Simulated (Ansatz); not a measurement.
## From B to Ga: the atomisation energy (no zero-point term)

One atom is swapped for its congeners: C6H18BN3 (tris(dimethylamino)borane) `CN(C)B(N(C)C)N(C)C`; C6H18AlN3 `C[N](C)[Al]([N](C)C)[N](C)C`; C6H18GaN3 `C[N](C)[Ga]([N](C)C)[N](C)C`. All are singlets with charge 0.

Shapes, held fixed at every level: PBE0-D4/def2-TZVP. Programs: Ansatz 0.2.0. Values in eV.

```tsv
level	C6H18BN3	C6H18AlN3	C6H18GaN3
PBE-D4/def2-TZVPP	116.48	112.51	110.43
r2SCAN-D4/def2-TZVPP	113.93	110.28	108.09
B3LYP-D4/def2-TZVPP	114.44	110.77	108.48
r2SCAN0-D4/def2-TZVPP	112.67	109.00	106.80
MP2/def2-SVP	109.61	105.62	103.78
MP2/def2-TZVPP	112.25	108.67	106.80
CCSD(T)/def2-TZVPP	110.97	107.53	105.65
```

At CCSD(T)/def2-TZVPP the atomisation energy falls at every step, from 110.97 to 105.65 eV. Every level shows the same order. Relativity is left out for Ga unless named. Correlated rows may include outer-core shells of Ga, which these sets cover unevenly. Spin-orbit coupling, which grows down the group, is left out (summed over each molecule's free atoms 0.02, 0.03, 0.09 eV).

The loss in atomisation energy from B to Al exceeds that from Al to Ga at every level. Because the three dimethylamino groups are retained, the trend mainly reflects weaker bonding between the central atom and nitrogen. Boron's compact 2p orbitals overlap well with those of nitrogen, in the σ bonds and in π donation into the empty p orbital. Aluminium's diffuse 3p shell overlaps less, though the greater polarity of Al–N bonds recovers part of the loss. In gallium the filled 3d shell screens the nuclear charge poorly, so the 4s electrons are held tightly and the bonds are less polar than those of aluminium, which probably explains the further drop.

The marked rise in the MP2 values from def2-SVP to def2-TZVPP suggests that the CCSD(T) energies are also still short of the basis-set limit, so the higher density-functional values can't be read wholly as overbinding. The order for these monomers doesn't measure resistance to amide-bridged dimerisation, which is familiar for aluminium and gallium.
